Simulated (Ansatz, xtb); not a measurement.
**H10OSSi4: which of two isomers lies lower**

We compare X, `[SiH3][SiH2][SiH2]O[SiH2]S`, a singlet, with Y, `[SiH3]O[SiH2][SiH2]S[SiH3]`, a singlet. Both are isolated molecules in the gas phase, relaxed with B3LYP/def2-SVP; each stands in its lowest conformer found.

Quicker runs give these differences E(Y) − E(X): GFN2-xTB −29.4 kcal/mol; HF/STO-3G −4.2 kcal/mol (at GFN2-xTB geometries); r2SCAN-D4/def2-SVP −6.0 kcal/mol (at GFN2-xTB geometries).

Q: Estimate E(Y) − E(X) at the level CCSD(T)/def2-SVP + ΔMP2/def2-TZVPP.

A: Calculated at CCSD(T)/def2-SVP + ΔMP2/def2-TZVPP: E(Y) − E(X) = −8.8 kcal/mol, so structure Y lies lower.

Level by level:

```json
{"level": "GFN2-xTB", "geometry": "GFN2-xTB", "E(Y) − E(X) (kcal/mol)": "−29.4", "departure from the last row (kcal/mol)": "−20.6", "job, with rough time for the two": "optimisation, 0.6 s"}
{"level": "HF/STO-3G", "geometry": "GFN2-xTB", "E(Y) − E(X) (kcal/mol)": "−4.2", "departure from the last row (kcal/mol)": "+4.7", "job, with rough time for the two": "single point, 0.52 s"}
{"level": "r2SCAN-D4/def2-SVP", "geometry": "GFN2-xTB", "E(Y) − E(X) (kcal/mol)": "−6.0", "departure from the last row (kcal/mol)": "+2.8", "job, with rough time for the two": "single point, 5.2 s"}
{"level": "B3LYP/def2-SVP", "geometry": "B3LYP/def2-SVP", "E(Y) − E(X) (kcal/mol)": "−6.8", "departure from the last row (kcal/mol)": "+2.0", "job, with rough time for the two": "optimisation, 2.7 min"}
{"level": "HF/def2-SVP", "geometry": "B3LYP/def2-SVP", "E(Y) − E(X) (kcal/mol)": "−10.6", "departure from the last row (kcal/mol)": "−1.8", "job, with rough time for the two": "part of the CCSD(T) run"}
{"level": "MP2/def2-SVP", "geometry": "B3LYP/def2-SVP", "E(Y) − E(X) (kcal/mol)": "−8.9", "departure from the last row (kcal/mol)": "−0.1", "job, with rough time for the two": "part of the CCSD(T) run"}
{"level": "CCSD(T)/def2-SVP", "geometry": "B3LYP/def2-SVP", "E(Y) − E(X) (kcal/mol)": "−7.3", "departure from the last row (kcal/mol)": "+1.5", "job, with rough time for the two": "single point"}
{"level": "CCSD(T)/def2-SVP + ΔMP2/def2-TZVPP", "geometry": "B3LYP/def2-SVP", "E(Y) − E(X) (kcal/mol)": "−8.8", "departure from the last row (kcal/mol)": "", "job, with rough time for the two": "single point, 78 s"}
```

As drawn, Y has 1 S–Si, 1 Si–H in place of 1 Si–Si, 1 S–H.

None of the levels shown reverses the order. The largest departure from CCSD(T)/def2-SVP + ΔMP2/def2-TZVPP is that of GFN2-xTB, 20.6 kcal/mol. A small imaginary or near-zero mode remains, so no thermal terms are given. The last row adds to CCSD(T) the change of the MP2 difference between the two basis sets, here −1.5 kcal/mol.

The correlated steps freeze 26 core orbitals. Programs: Ansatz 0.2.0, xtb 6.7.1; the last row on 4 threads of Arm Neoverse V1 on a shared host.

Y is the lower of the two isomers at every level, and the preference is modest. The bond count explains the direction: Y trades a Si–Si and an S–H bond for a Si–S and a Si–H bond. The gain comes mainly from replacing the weak, nonpolar Si–Si link with a stronger, polar Si–S bond, which outweighs the loss of S–H for Si–H. X probably recovers part of the difference because its oxygen and sulfur share one silicon, allowing geminal, anomeric-type donation from the lone pairs into the polar σ* orbitals.

In the same basis, correlation reduces the preference from −10.6 kcal/mol with HF to −7.3 kcal/mol with CCSD(T), while the larger basis moves it back towards Y. The near-perfect MP2/def2-SVP value therefore reflects cancellation of errors. GFN2-xTB gets the sign right but greatly exaggerates the gap; since other methods give modest values at its geometries, the fault probably lies in its parametrised bond energetics rather than in the structures. The energy difference says nothing about the barrier to interconversion.
